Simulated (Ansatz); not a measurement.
## Ni: pressure and energy change per atom as volume scale varies

Results calculated with Ansatz 0.2.0, not measured. Plane-wave DFT, scalar-relativistic PAW made under PBE with cores redone for the functional, no dispersion; the given relaxed cell is scaled uniformly, energy at zero smearing counts from the unscaled cell, pressure at the given Fermi-Dirac smearing is positive in compression.

The cell before it is scaled or strained (space group P6_3/mmc, No. 194):
```
CELL_PARAMETERS angstrom
2.41830 0.00000 0.00000
-1.20910 2.09430 0.00000
0.00000 0.00000 7.92860
ATOMIC_POSITIONS crystal
Ni 0.00000 0.00000 0.00000
Ni 0.00000 0.00000 0.50000
Ni 0.33333 0.66667 0.25000
Ni 0.66667 0.33333 0.75000
```

Settings of every row: spin polarised yes; functional LDA; wave cutoff 420 eV; smearing width 0.05 eV; k mesh 17x17x5.

Atom:
| element | starting moment (Bohr magneton) |
| --- | --- |
| Ni | -0.62 |
| Ni | -0.62 |
| Ni | -0.63 |
| Ni | -0.63 |

Limits: all rows lie far from zero pressure; search for a lower magnetic state is off; the cell comes from a prototype or a list of computed structures and needn't be the stable phase.

| row | volume scale | V (Å³/atom) | pressure (GPa) | energy change per atom (meV) | largest site moment (Bohr magneton) |
| --- | --- | --- | --- | --- | --- |
| 1 | 0.88 | 8.834 | 44.35 | 147.19 | 0.58 |
| 2 | 0.92 | 9.236 | ? | ? | ? |
| 3 | 0.96 | 9.637 | 11.64 | 13.99 | 0.61 |
| 4 | 1.04 | 10.44 | -8.84 | 11.54 | 0.65 |
| 5 | 1.08 | 10.842 | -16.01 | 43.32 | 0.66 |
| 6 | 1.12 | 11.244 | -21.65 | 91.11 | 0.67 |

Question: what pressure and energy change per atom should row 2 give?

Worked fit of pressure. Take u = (V_r/V)^(2/3) − 1 with V_r = 10.44 Å³ an atom, which is twice the finite (Eulerian) strain; such expansions in the strain, on which the Birch-Murnaghan equation of state is built, carry the rest volume and the bulk modulus. The shown rows have u = 0.11779, 0.05481, 0, -0.02487, -0.04826. Least squares give pressure = −8.977 + 315.908 × u + 1157.7 × u² GPa; a straight line predicts inner rows, each left out in turn, worse (root mean square 3.9 against 0.29 GPa). The rows lie off it by 0.05, -0.18, 0.14, 0.11, -0.12 (root mean square 0.13 GPa). The pressure vanishes at u = 0.0259, or V = 10.05 Å³ an atom, and there the bulk modulus at fixed shape and fractions is B = −V dP/dV = (2/3)(1 + u) dP/du = 257 GPa. Letting shape and atoms relax would as a rule lower it, by much in layered, chain or molecular crystals. The withheld row has u = 0.08512, so the fit gives −8.977 + 315.908 × (0.08512) + 1157.7 × (0.08512)² = 26.30 GPa.

The calculation gave 26.08 GPa. The fit lies 0.22 GPa (0.33 % of the column's range) above it; its largest miss of a shown row is 0.18 GPa.

Worked fit of energy change per atom. Take u = (V_r/V)^(2/3) − 1 with V_r = 10.44 Å³ an atom, which is twice the finite (Eulerian) strain; such expansions in the strain, on which the Birch-Murnaghan equation of state is built, carry the rest volume and the bulk modulus. The shown rows have u = 0.11779, 0.05481, 0, -0.02487, -0.04826. Least squares give energy change per atom = 10.719 − 857.233 × u + 17089.63 × u² meV; a straight line predicts inner rows, each left out in turn, worse (root mean square 57 against 1.8 meV). The rows lie off it by 0.33, -1.08, 0.82, 0.71, -0.78 (root mean square 0.78 meV). The withheld row has u = 0.08512, so the fit gives 10.719 − 857.233 × (0.08512) + 17089.63 × (0.08512)² = 61.57 meV.

The calculation gave 60.21 meV. The fit lies 1.36 meV (2.3 % of the value, 1 % of the column's range) above it; its largest miss of a shown row is 1.08 meV.

The other values of row 2: largest site moment 0.59 Bohr magneton.
